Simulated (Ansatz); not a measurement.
Abstraction of F: C3H7F + GeF3 → C3H7 + GeF4

Species: C3H7F (2-fluoropropane) `CC(C)F`, singlet; GeF3 `[F][Ge]([F])[F]`, doublet; C3H7 (methylethyl) `C[CH]C`, doublet; GeF4 (tetrafluorogermane) `[F][Ge]([F])([F])[F]`, singlet. A radical takes F: the energy is the difference in strength between the C–F bond broken and the Ge–F bond made.

Shapes, held fixed at every level: PBE0-D4/def2-TZVP. Programs: Ansatz 0.2.0. The zero-point and thermal change to 298 K, harmonic and unscaled (PBE0-D4/def2-TZVP), is -9.0 kJ/mol.

| level | kind | ΔH(298 K) (kJ/mol) | less CCSD(T)/def2-TZVPP | CPU time (sum over the molecules) |
| --- | --- | --- | --- | --- |
| HF/def2-SVP | Hartree–Fock | -74.6 | -8.6 | – |
| BHLYP-D4/def2-TZVPP | global hybrid | -61.4 | +4.6 | 22 s |
| r2SCAN0-D4/def2-TZVPP | global hybrid | -66.0 | 0.0 | 35 s |
| wB97M-V/def2-TZVPP | range-separated hybrid | -41.8 | +24.2 | 70 s |
| wB97X-V/def2-TZVPP | range-separated hybrid | -49.9 | +16.1 | 53 s |
| B2PLYP/def2-TZVPP | double hybrid | -53.9 | +12.1 | 35 s |
| MP2/def2-SVP | perturbation theory | -62.7 | +3.3 | – |
| CCSD(T)/def2-TZVPP | coupled cluster or CI | -66.0 | 0.0 | 17 min |

The highest level, CCSD(T)/def2-TZVPP, gives ΔH(298 K) = -66.0 kJ/mol; the levels span -74.6 to -41.8. The column of differences is taken from that level and isn't an error. No measured value is set beside it here. Open shells run unrestricted unless RO is named. Relativity is left out for Ge unless named. Correlated rows may include outer-core shells of Ge, which these sets cover unevenly. Times are processor times on shared x86 and Arm servers, and rough.

Fluorine transfer from 2-fluoropropane to GeF3 is exothermic at every level, so the Ge–F bond formed is stronger than the C–F bond broken. Both bonds are strong and polar, and the reaction enthalpy is the modest remainder. Germanium is more electropositive than carbon, which gives the new bond a larger ionic contribution, and the transfer takes the Ge(III) radical to closed-shell, tetravalent Ge(IV). On the carbon side, hyperconjugation stabilises the secondary alkyl radical, but alkyl substitution stabilises the polar C–F bond of the fluoroalkane by more, so this bond is no easier to break than the one in fluoromethane.

The sign is secure, but the size is less so. The two range-separated hybrids give the weakest driving force, probably because they balance the two unlike bonds differently. In the common small basis, going from Hartree–Fock to MP2 makes the reaction less exothermic, so correlation at that level favours the reactants. The match between r2SCAN0-D4 and CCSD(T) for this one reaction doesn't establish general accuracy for Ge–F bonds. Nor does the favourable enthalpy imply fast abstraction, since that depends on the barrier.
